**Open-shell and self-repulsion models for the ionisation energies of In to Xe**

The table holds first ionisation energies of the 5p atoms from spherical, spin-unpolarised Dirac PBE (low j filled first) and from configuration-averaged Dirac-Fock, beside NIST values, with the highest PBE eigenvalue and its mean radius. The program corrects both columns for the depth of the lowest pⁿ level below the configuration average, using intermediate-coupling matrices with F² scaled from iodine and ζ interpolated from tin and tellurium, once without a parameter and once with one scale on F². The root-mean-square PBE error falls from 0.347 eV to 0.172 eV unscaled and to 0.101 eV with a scale of 0.80; the unscaled model overshoots the Sb→Te jump, and indium remains unexplained. The gap IE + ε follows k/⟨r⟩ within 4.3%, whereas a gap proportional to IE misses by up to 24.5%; no other one-parameter form is tested. Breit, QED and recoil shifts stay below 0.005 eV.

Calculated values. Atoms In to Xe in NIST's ground configurations, from Quantum ESPRESSO 7.5 (ld1.x): all-electron PBE, Dirac equation, spherical, no spin polarisation, point nucleus, j = l − 1/2 subshells filled first. The Dirac-Fock column is from a B-spline radial atomic code, version 1 (configuration average, Fermi nucleus). Ionisation energies (IE) are differences of total energies.

## Analysis program

```python
# Table: ionisation energies (eV) of In-Xe: ld1.x Dirac PBE (spherical, unpolarised, low j first), averaged Dirac-Fock, NIST.
# Tested: (1) p^n exchange + spin-orbit depth of the lowest level explains the errors; (2) IE + eps = k/<r> (Janak).
T = {
    'ion': ['In', 'Sn', 'Sb', 'Te', 'I', 'Xe'],
    'Z': [49, 50, 51, 52, 53, 54],
    'configuration': ['[Kr] 4d10 5s2 5p1', '[Kr] 4d10 5s2 5p2', '[Kr] 4d10 5s2 5p3', '[Kr] 4d10 5s2 5p4', '[Kr] 4d10 5s2 5p5', '[Kr] 4d10 5s2 5p6'],
    'ionisation_energy': [5.57199, 7.09497, 7.95964, 9.35174, 10.7305, 12.1098],  # eV
    'minus_highest_eigenvalue': [2.6407, 3.8306, 4.5156, 5.6216, 6.7315, 7.8545],  # eV
    'highest_level_mean_radius': [3.6364, 3.1698, 2.9821, 2.7235, 2.5199, 2.3529],  # bohr
    'highest_level': ['5p1/2', '5p1/2', '5p3/2', '5p3/2', '5p3/2', '5p3/2'],
    'nist': [5.7863558, 7.343918, 8.608389, 9.009808, 10.451236, 12.129844],  # eV
    'nist_unc': [5e-07, 1.2e-05, 1.2e-05, 6e-06, 2.5e-05, 1.5e-06],  # eV
    'error': [-0.214, -0.249, -0.649, 0.342, 0.279, -0.0201],  # eV
    'eig_over_ie': [0.474, 0.54, 0.567, 0.601, 0.627, 0.649],
    'ie_hf': [5.132, 6.3672, 7.6264, 8.9258, 10.273, 11.673],  # eV
}
import numpy as np
from scipy.constants import physical_constants as pc
from scipy.optimize import minimize_scalar
Ha = pc["Hartree energy in eV"][0]
A = lambda k: np.array(T[k], float)
el = T.get("ion", ["In", "Sn", "Sb", "Te", "I", "Xe"]); n = np.arange(1, 7)  # 5p electron count
ie, eps, r, ex, hf = map(A, ["ionisation_energy", "minus_highest_eigenvalue", "highest_level_mean_radius", "nist", "ie_hf"])
# typed from the further outputs of the same runs
sSn, sTe = 3.830633 - 3.395507, 6.408399 - 5.621647      # PBE 5p splittings, eV
eSn32, rSn32 = 3.395507, 3.331961                        # empty PBE 5p3/2 of Sn
F2I, F0I, e12, e32 = 5.185617, 9.783124, 0.4306481*Ha, 0.3887913*Ha   # iodine Dirac-Fock
ehf = np.array([5.213577, 6.568047, 7.891495, 9.223288, 10.57955, 11.9677])   # DF -eps highest
corr = np.array([-0.6552413, -0.9781606, -0.9841166, -0.08674274, -0.1815259, -0.4614948])  # DF+Breit+QED+recoil less NIST
row = lambda lab, v, f="%7.3f": print("%-34s" % lab + "".join(f % x for x in v))
rms = lambda v: np.sqrt(np.mean(v**2))
def S(m, F, z):   # depth of lowest level below configuration average
    M = {2: [[-3*F - z, -2**.5*z], [-2**.5*z, 12*F]],
         3: [[-9*F, 0, z], [0, 0, 5**.5/2*z], [z, 5**.5/2*z, 6*F]],
         4: [[-3*F - z/2, z/2**.5], [z/2**.5, 3*F]]}
    return -np.linalg.eigvalsh(np.array(M[m]))[0] if m in M else {0: 0, 1: z, 5: z/2, 6: 0}[m]
F = F2I*r[4]/r/25
zl = 2/3*(sSn + (sTe - sSn)*(n - 2)/2); zg = 2/3*sSn*(sTe/sSn)**((n - 2)/2)
dS = lambda lam, z: np.array([S(m, lam*f, y) - S(m - 1, lam*f, y) for m, f, y in zip(n, F, z)])
res = lambda lam, z: ie - dS(0, z) + dS(lam, z) - ex
fit = lambda z: minimize_scalar(lambda x: rms(res(x, z)), bounds=(0, 2), method="bounded").x
eP, eH, jj = ie - ex, hf - ex, dS(0, zl); lam, lg = fit(zl), fit(zg)
print("all energies in eV"); row("species", el, "%7s")
row("PBE - NIST", eP); row("DF - NIST", eH); row("PBE error %", 100*eP/ex, "%7.1f"); row("DF error %", 100*eH/ex, "%7.1f")
print("rms error PBE %.3f DF %.3f; worst PBE %s, worst DF %s" % (rms(eP), rms(eH), el[np.argmax(abs(eP))], el[np.argmax(abs(eH))]))
row("steps NIST (In>Sn ... I>Xe)", np.diff(ex)); row("steps PBE", np.diff(ie)); row("steps DF", np.diff(hf))
print("5p splitting: PBE Sn %.3f, Te %.3f; I: linear %.3f, geometric %.3f, DF levels %.3f" % (sSn, sTe, 1.5*zl[4], 1.5*zg[4], e12 - e32))
row("zeta (linear in Z)", zl); row("F = F2/25 (I value x r_I/r)", F); row("j-filling term in PBE IE", jj)
row("steps PBE less j term", np.diff(ie - jj)); row("PBE - DF", ie - hf); row("PBE less j term - DF", ie - jj - hf)
print("Sn>Sb 5p3/2 like for like: deeper %.3f eV (table %.3f), smaller %.3f bohr (table %.3f)" % (eps[2] - eSn32, eps[2] - eps[1], rSn32 - r[2], r[1] - r[2]))
print("fitted scale on F2 (PBE rows): %.2f linear zeta, %.2f geometric zeta" % (lam, lg))
row("S(n)-S(n-1), scale 1", dS(1, zl)); row("S(n)-S(n-1), fitted scale", dS(lam, zl))
for lab, l, z in (("scale 1", 1, zl), ("fitted", lam, zl), ("fitted, geom.", lg, zg)):
    v = res(l, z); row("PBE residual, %s" % lab, list(v) + [rms(v)])
print("(last number is rms; In, Xe get no correction); worst fitted row: %s" % el[np.argmax(abs(res(lam, zl)))])
row("DF remainder, spin-orbit only", eH + jj); row("DF remainder, scale 1", eH + dS(1, zl)); row("DF remainder, fitted scale", eH + dS(lam, zl))
jump = lambda v: v[3] - v[2]
print("Sb>Te error jump: PBE %.3f, DF %.3f" % (jump(eP), jump(eH)))
for l in (1, lam):
    print("  model jump, scale %.2f: PBE %.3f, DF %.3f" % (l, -jump(dS(l, zl) - jj), -jump(dS(l, zl))))
gap = ie - eps; k = np.sum(gap/r)/np.sum(1/r**2); p = np.polyfit(np.log(r), np.log(gap), 1)[0]
c = np.sum(gap*ie)/np.sum(ie**2)
row("gap IE+eps PBE", gap); row("gap x <r> (hartree bohr)", gap*r/Ha)
row("k/<r> model, error %", 100*(k/r/gap - 1), "%7.1f"); row("rival gap = c IE, error %", 100*(c*ie/gap - 1), "%7.1f")
print("k = %.3f hartree bohr; free exponent %.2f; c = %.3f" % (k/Ha, p, c))
print("I: gap %.3f, DF F0(5p3/2)/2 %.3f, ratio %.2f" % (gap[4], F0I/2, gap[4]/(F0I/2)))
row("DF -eps(highest)/IE", ehf/hf)
print("I DF j-weighted -eps %.3f, ratio to IE %.3f" % ((e12 + 2*e32)/3, (e12 + 2*e32)/3/hf[4]))
row("Breit+QED+recoil shift of DF IE", corr - eH, "%8.4f")
print("rounding floor: DF 0.00005-0.0005, PBE <=0.00005; largest NIST uncertainty %.1e" % A("nist_unc").max())
print("total-energy fault 0.2-0.9 mhartree = %.4f-%.4f eV; Xe PBE error %.4f" % (2e-4*Ha, 9e-4*Ha, eP[5]))
assert np.all(eH < 0) and eP[2] < 0 < eP[3] and jump(eH) > 0.5
assert np.argmin(np.diff(ie)) == 1 and np.argmin(np.diff(ex)) == 2
assert -1.2 < p < -0.6 and np.all(ehf > hf)
assert rms(res(1, zl)) < rms(eP)
```

Output:

```
all energies in eV
species                                In     Sn     Sb     Te      I     Xe
PBE - NIST                         -0.214 -0.249 -0.649  0.342  0.279 -0.020
DF - NIST                          -0.654 -0.977 -0.982 -0.084 -0.178 -0.457
PBE error %                          -3.7   -3.4   -7.5    3.8    2.7   -0.2
DF error %                          -11.3  -13.3  -11.4   -0.9   -1.7   -3.8
rms error PBE 0.347 DF 0.658; worst PBE Sb, worst DF Sb
steps NIST (In>Sn ... I>Xe)         1.558  1.264  0.401  1.441  1.679
steps PBE                           1.523  0.865  1.392  1.379  1.379
steps DF                            1.235  1.259  1.299  1.347  1.400
5p splitting: PBE Sn 0.435, Te 0.787; I: linear 0.963, geometric 1.058, DF levels 1.139
zeta (linear in Z)                  0.173  0.290  0.407  0.525  0.642  0.759
F = F2/25 (I value x r_I/r)         0.144  0.165  0.175  0.192  0.207  0.222
j-filling term in PBE IE            0.173  0.290 -0.204 -0.262 -0.321 -0.379
steps PBE less j term               1.406  1.358  1.451  1.437  1.438
PBE - DF                            0.440  0.728  0.333  0.426  0.457  0.437
PBE less j term - DF                0.267  0.438  0.537  0.688  0.778  0.816
Sn>Sb 5p3/2 like for like: deeper 1.120 eV (table 0.685), smaller 0.350 bohr (table 0.188)
fitted scale on F2 (PBE rows): 0.80 linear zeta, 0.79 geometric zeta
S(n)-S(n-1), scale 1                0.173  0.554  0.603 -0.897 -0.744 -0.379
S(n)-S(n-1), fitted scale           0.173  0.466  0.386 -0.674 -0.637 -0.379
PBE residual, scale 1              -0.214  0.015  0.158 -0.292 -0.144 -0.020  0.172
PBE residual, fitted               -0.214 -0.073 -0.059 -0.069 -0.037 -0.020  0.101
PBE residual, fitted, geom.        -0.214 -0.074 -0.051 -0.067 -0.027 -0.020  0.100
(last number is rms; In, Xe get no correction); worst fitted row: In
DF remainder, spin-orbit only      -0.481 -0.687 -1.186 -0.346 -0.499 -0.836
DF remainder, scale 1              -0.481 -0.422 -0.379 -0.981 -0.923 -0.836
DF remainder, fitted scale         -0.481 -0.511 -0.596 -0.758 -0.815 -0.836
Sb>Te error jump: PBE 0.991, DF 0.898
  model jump, scale 1.00: PBE 1.441, DF 1.500
  model jump, scale 0.80: PBE 1.001, DF 1.060
gap IE+eps PBE                      2.931  3.264  3.444  3.730  3.999  4.255
gap x <r> (hartree bohr)            0.392  0.380  0.377  0.373  0.370  0.368
k/<r> model, error %                 -4.3   -1.4   -0.7    0.4    1.2    1.9
rival gap = c IE, error %           -24.5  -13.7   -8.2   -0.4    6.6   13.0
k = 0.375 hartree bohr; free exponent -0.86; c = 0.397
I: gap 3.999, DF F0(5p3/2)/2 4.892, ratio 0.82
DF -eps(highest)/IE                 1.016  1.032  1.035  1.033  1.030  1.025
I DF j-weighted -eps 10.959, ratio to IE 1.067
Breit+QED+recoil shift of DF IE    -0.0009 -0.0014 -0.0021 -0.0027 -0.0033 -0.0047
rounding floor: DF 0.00005-0.0005, PBE <=0.00005; largest NIST uncertainty 2.5e-05
total-energy fault 0.2-0.9 mhartree = 0.0054-0.0245 eV; Xe PBE error -0.0200
```
